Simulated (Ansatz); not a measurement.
## BP: energy above lowest point against volume scale

Results calculated with Ansatz 0.2.0, not measured. Free energy against uniform scaling of the volume at fixed shape and fractions; periodic cell, basis, potentials, k mesh and filling as listed.

The cell before it is scaled or strained (space group F-43m, No. 216):
```
BP
1.0
      0.0000     2.2690     2.2690
      2.2690     0.0000     2.2690
      2.2690     2.2690     0.0000
B P
1 1
Direct
  0.00000 0.00000 0.00000
  0.25000 0.25000 0.25000
```

Settings of every row: functional PBE; dispersion none; potentials all-electron LAPW; k mesh 8x8x8; k shift 0x0x0; occupations fixed; smearing width 0 eV; spin none; SCF threshold exponent -9.

| row | volume scale | V (Å³/atom) | energy above lowest point (meV/atom) |
| --- | --- | --- | --- |
| 1 | 0.92 | 10.747 | ? |
| 2 | 0.96 | 11.214 | 13.5 |
| 3 | 1 | 11.682 | 0 |
| 4 | 1.04 | 12.149 | 5.9 |
| 5 | 1.08 | 12.616 | 27.9 |

Question: what energy above lowest point should row 1 give?

Worked fit of energy above lowest point. Take u = (V_r/V)^(2/3) − 1 with V_r = 11.915 Å³ an atom, which is twice the finite (Eulerian) strain; such expansions in the strain, on which the Birch-Murnaghan equation of state is built, carry the rest volume and the bulk modulus. The shown rows have u = 0.04125, 0.01325, -0.01288, -0.03739. Least squares give energy above lowest point = 0.75 − 233.6 × u + 13165 × u² meV/atom; a straight line predicts inner rows, each left out in turn, worse (root mean square 13 against 0.086 meV/atom). All shown rows lie on it to the printed digit. Its lowest point lies at u = 0.0089, or V = 11.76 Å³ an atom, and the curvature there gives the bulk modulus at fixed shape and fractions, B = (4/9)(1 + u)² E″(u)/V = 162 GPa. The withheld row has u = 0.0712, so the fit gives 0.75 − 233.6 × (0.0712) + 13165 × (0.0712)² = 50.9 meV/atom.

The calculation gave 50.6 meV/atom. The fit lies 0.3 meV/atom (0.59 % of the column's range) above it; its largest miss of a shown row is 0.0 meV/atom. This row lies beyond the range of the fit.
